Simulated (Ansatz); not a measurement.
Ligand exchange: C2H5ClSn + C2H2F2 → C2H6Sn + C2HClF2

Species: C2H5ClSn `C=[CH][SnH2][Cl]`, singlet; C2H2F2 (1,2-difluoroethene) `F/C=C/F`, singlet; C2H6Sn `C=[CH][SnH3]`, singlet; C2HClF2 `F/C=C(\F)Cl`, singlet. The partners trade Cl for H: Sn–Cl and C–H bonds give way to Sn–H and C–Cl.

Shapes, held fixed at every level: PBE0-D4/def2-TZVP. Flexible molecules stand in one conformer, not always the lowest. Programs: Ansatz 0.2.0. The zero-point and thermal change to 298 K, harmonic and unscaled (PBE0-D4/def2-TZVP), is -10.5 kJ/mol.

| level | kind | ΔH(298 K) (kJ/mol) | less CCSD(T)/def2-TZVPP | CPU time (sum over the molecules) |
| --- | --- | --- | --- | --- |
| SPW92/def2-TZVPP | LDA | +122.0 | -27.2 | 11 s |
| PBE-D4/def2-TZVPP | GGA | +137.9 | -11.3 | 13 s |
| B3LYP-D4/def2-TZVPP | global hybrid | +152.5 | +3.3 | 22 s |
| PBE0-D4/def2-TZVPP | global hybrid | +146.1 | -3.1 | 14 s |
| wB97M-V/def2-TZVPP | range-separated hybrid | +150.8 | +1.6 | 51 s |
| wB97X-V/def2-TZVPP | range-separated hybrid | +150.1 | +0.9 | 35 s |
| CCSD(T)/def2-SVP | coupled cluster or CI | +148.4 | -0.8 | 22 s |
| CCSD(T)/def2-TZVPP | coupled cluster or CI | +149.2 | 0.0 | 6.3 min |

The highest level, CCSD(T)/def2-TZVPP, gives ΔH(298 K) = +149.2 kJ/mol; the levels span +122.0 to +152.5. The column of differences is taken from that level and isn't an error. No measured value is set beside it here. For atoms past krypton def2 sets carry core potentials with scalar relativity. Correlated rows may include outer-core shells of Sn, which these sets cover unevenly. Times are processor times on shared x86 and Arm servers, and rough.

The exchange is strongly endothermic at every level, so enthalpy favours chlorine on tin and hydrogen on carbon. Tin is much more electropositive than carbon, which gives the Sn–Cl bond a large ionic contribution that the less polar C–Cl bond can't match. Hydrogen adds to the cost, since a strong C–H bond is exchanged for a weaker Sn–H bond with poorer overlap with tin's diffuse valence orbitals. The softer Sn–H vibrations also lower the zero-point energy, which probably accounts for most of the negative thermal correction. Read backwards, the reaction is the familiar reduction of an organic chloride by a tin hydride, and its driving force is evident here.

The hybrids all lie within a few kJ/mol of CCSD(T)/def2-TZVPP, whereas PBE and especially SPW92 make the exchange too easy relative to it, probably because their bond-energy errors cancel poorly between such unlike bonds. The small shift between the two coupled-cluster basis sets may itself reflect cancellation, and doesn't establish convergence to the basis-set limit.
